## Question

A chemist uses the double-hybrid functional B2PLYP to calculate how strongly small silicon compounds are bound. The quantity is the atomization energy, the energy needed to pull the molecule apart into free atoms, without vibrations. Two orders of magnitude are worth remembering. For the molecules with results below, the calculated binding is too weak by about 2 percent of the total, and this small fraction amounts to some 15 kcal/mol. At room temperature roughly 1.4 kcal/mol is enough to change an equilibrium constant tenfold.

Each molecule has a silicon atom that carries OH, F, Cl and one further group. Only that group changes from row to row. The asterisk marks the place where it is attached, and hydrogens are implied, so that \*C stands for CH₃ and \*B for BH₂. Errors are B2PLYP less an estimate of the CCSD(T) basis-set limit, and a negative value means that B2PLYP binds too weakly.

Ansatz 0.2.0, gas phase: B2PLYP/def2-TZVPP and an estimate of CCSD(T) at the basis-set limit, both with frozen core and at PBE0-D4/def2-TZVP geometries. For the estimate, Hartree-Fock and MP2 correlation are extrapolated from def2-TZVPP and def2-QZVPP, and CCSD(T) less MP2 is added from def2-TZVPP alone; only for the group OH is the CCSD(T) correlation itself extrapolated. Each molecule was computed in one conformer, not always the lowest. The molecules are *[Si](O)(F)Cl (SMILES) with the group * varied, and the marked atom is the Si that carries it. Atomization energies are electronic, without zero-point energy; electronegativities are Pauling's.

```
 group *     formula  binding atom  its electronegativity  bond from the marked atom to the group (Å)  torsion about that bond, heaviest neighbours (°)  bonds  CCSD(T) atomization energy (kcal/mol)  B2PLYP less CCSD(T) (kcal/mol)  T1 diagnostic
      *B   BClFH3OSi             B                  2.040                                       1.993                                                87      7                                      ?                               ?              ?
      *C   CH4ClFOSi             C                  2.550                                       1.833                                                60      8                                  856.7                          -14.29          0.010
      *N   ClFH3NOSi             N                  3.040                                       1.687                                                32      7                                  749.5                          -13.96          0.010
     *Cl    Cl2FHOSi            Cl                  3.160                                       2.027                                               n/a      5                                  563.7                          -14.04          0.010
      *O   ClFH2O2Si             O                  3.440                                       1.620                                                66      6                                  695.1                          -16.55          0.011
*O[SiH3]  ClFH4O2Si2             O                  3.440                                       1.605                                                32      9                                  929.5                          -19.22          0.011
```

(a) Which property of the group governs the error, as far as the five known molecules can tell?

(b) Predict the error for BH₂, with a range and a reason for its width.

(c) Compare the prediction with the computed value and say what the comparison teaches.

## Model answer

### (a) What governs the error

The first observation is a plateau. With CH₃, NH₂ and Cl the error is close to −14 kcal/mol, and the three values lie within 0.33 kcal/mol of each other. Differences this small deserve no explanation of their own. Yet the three groups differ widely in electronegativity, and their molecules have between five and eight bonds, so neither property sets the error by itself.

The second observation is a pair of steps. With OH the error is about 2.5 kcal/mol more negative than on the plateau, and with OSiH₃ it falls by a further 2.7. Both groups bind through oxygen, so the electronegativity of the binding atom is the same and cannot account for the second step. The siloxane group is larger, however, and it also adds another Si–O bond.

To see why size should matter, consider what happens when atoms join. Electrons repel and avoid one another, and this avoidance, called correlation, lowers the energy. A bond brings two electrons into the same region, so there is more correlation in the molecule than in the separate atoms. A method that captures too little of this extra amount makes the molecule too weakly bound.

B2PLYP has at least two reasons to fall short here, besides the errors of the functional itself. Part of its correlation comes from perturbation theory, which needs a large basis set to describe electrons at close quarters. It was run in a triple-zeta basis, whereas the reference is an estimate of the basis-set limit. Except for OH, that estimate itself takes the step from MP2 to CCSD(T) from triple zeta, so the errors also contain whatever this step still lacks. It was also run without a dispersion correction, so some attraction between atoms that are not bonded to each other is left out. These reasons are argued from theory, and the table does not separate their shares.

To a first approximation, losses of this kind are sums over pairs of electrons, most of them close neighbours, and should grow roughly in step with the size of the molecule. The simplest measure of size is then the number of valence electron pairs, $N$. It is 16 for every known molecule except the siloxane, which has 19. This explains the plateau in the simplest way: CH₃, NH₂ and Cl exchange bonding pairs for lone pairs, but the total stays the same.

Oxygen needs a separate term, because OH leaves $N$ unchanged and still increases the error. One possible cause is that the strongly polar Si–O bond asks more of the triple-zeta basis, but this is a guess. The size of the step is also less certain than the plateau. The reference for OH was extrapolated directly with CCSD(T), while those for the other known molecules combine an MP2 limit with a correction from a smaller basis. The further step from OH to OSiH₃ shares this uncertainty.

### (b) The prediction for BH₂

These ideas give a formula for the error $\Delta$:

$$\Delta = -aN - bx$$

Here $x$ is 1 if the group binds through oxygen and 0 otherwise. A least-squares fit to the five known rows gives $a = 0.881$ and $b = 2.47$, both in kcal/mol. The siloxane, which was part of this fit, comes out at $-(0.881 \times 19) - 2.47 = -19.2$ kcal/mol, in agreement with its computed error.

For BH₂ the count is short. Boron brings one valence electron fewer than carbon, and the group has one hydrogen fewer than CH₃. The molecule therefore has one electron pair fewer, $N = 15$, and $x = 0$. The estimate is

$$\Delta = -0.881 \times 15 = -13.2\ \text{kcal/mol}.$$

The range is −15.7 to −10.7 kcal/mol. Its half-width of 2.5 is a judgement, not a statistical confidence interval. Oxygen moved the error by about that much, and boron, as a new binding element, might do the same. In words, the molecule should still be bound too weakly, and more likely than not less so than any of the five known ones.

Another way of counting describes the known rows about as well. It takes a constant plus a term for each Si–O bond, and it gives −14.1 kcal/mol for BH₂. That value also lies inside the range. A hit would therefore not establish that electron pairs are the right thing to count.

### (c) The computed value

The withheld rows as computed:

```
group *    formula  binding atom  its electronegativity  bond from the marked atom to the group (Å)  torsion about that bond, heaviest neighbours (°)  bonds  CCSD(T) atomization energy (kcal/mol)  B2PLYP less CCSD(T) (kcal/mol)  T1 diagnostic
     *B  BClFH3OSi             B                  2.040                                       1.993                                                87      7                                  710.5                           -9.89          0.011
```

The computed error is −9.9 kcal/mol, so the prediction misses by 3.3. The reference for BH₂ is a composite estimate made in the same way as those for CH₃, NH₂ and Cl, so a change of recipe does not explain the miss. The value lies 0.8 kcal/mol beyond the upper end of the range, and the range was too narrow. The two statements in words were right: the molecule is still bound too weakly, and less so than the five others. The count of Si–O bonds misses by more, 4.2 kcal/mol, but this does not rescue the count of electron pairs.

The most instructive comparison is with NH₂. Both molecules have seven bonds, and both groups carry two hydrogens. Yet the error with BH₂ is smaller in size by about 4 kcal/mol, more than four times what the formula allows for one pair. What differs is the binding atom: nitrogen has a lone pair where boron has an empty orbital.

There is a physical reason why such a lone pair can count for more than one average pair. Electrons avoid not only their partner in the same pair but also those in neighbouring pairs. Around nitrogen there are four pairs, which can be combined two by two in six ways. Around boron there are three pairs and only three combinations. The bonds of NH₂ thus form in a more crowded place, and a method that misses a share of the correlation has more to lose there.

This argument gives the right direction for BH₂ against both NH₂ and CH₃, but it cannot be the whole account. A free chlorine atom already has seven valence electrons, so its single bond creates far fewer new encounters. The error with Cl is nevertheless as large as with NH₂. The equal errors on the plateau are then better read as a balance of unlike contributions than as a sign that all electron pairs cost the same.

A second contribution may come from the free atoms. An atomization energy compares the molecule with its separated atoms, and boron occurs in this one molecule only. Any error of B2PLYP for the free boron atom enters this row in full and no other. Whether it accounts for much of the miss is untested.

## Remarks on the reasoning

**A close fit was mistaken for a tested rule.** The formula reproduced the five known errors with a root-mean-square misfit of about 0.1 kcal/mol, which looks like strong support. But four of these molecules have the same number of electron pairs, so they could not show how the error changes with that number. The slope followed mainly from the assumption that the error is proportional to $N$. The siloxane did have more pairs, but it also had an additional Si–O bond, and the fit credited the whole change to the pairs.

**The plateau covered less chemistry than it seemed to.** CH₃, NH₂ and Cl look like a varied set. In each of them, however, the binding atom is surrounded by eight valence electrons once the bond to silicon has formed. The same holds for the two groups that bind through oxygen. BH₂ is the first group to leave this pattern, with six electrons around boron. A good answer to (b) would have noticed this and chosen a wider range.

**Total binding does not explain the small error either.** One might suppose that BH₂ has a small error because there is less binding energy to get wrong. But its molecule is bound more strongly than those with Cl and OH, which have larger errors. The error is small in relative terms too: 1.4 percent of the atomization energy, against 1.7 percent for CH₃, the lowest of the known rows. The amount of binding alone therefore does not account for the difference. The kind of bonding and the free atoms remain as candidates.

**The practical consequence concerns corrections carried from one compound to the next.** An engineer who saw the plateau might add 14 kcal/mol to every B2PLYP atomization energy of this family. For BH₂ this would overshoot by about 4 kcal/mol. If the other partners in a reaction did not cancel that error, an equilibrium constant at room temperature would be wrong by a factor of roughly a thousand. For OSiH₃ the same correction would fall short by about 5 kcal/mol.

**A careful reader can still take a rule of thumb from the six molecules.** For a group with only one atom besides hydrogen, start from about −14 kcal/mol if that atom has a full octet and is not oxygen. Expect a more negative error if the group adds Si–O bonds, and a less negative one if the binding atom is short of electrons. The first part is untested for fluorine, whose bond to silicon is even more polar than the Si–O bond, so the error may be more negative there too. The first two parts rest on three and two molecules, and the last on BH₂ alone. Before it is used as a number, the last part should be checked on a second electron-poor group.
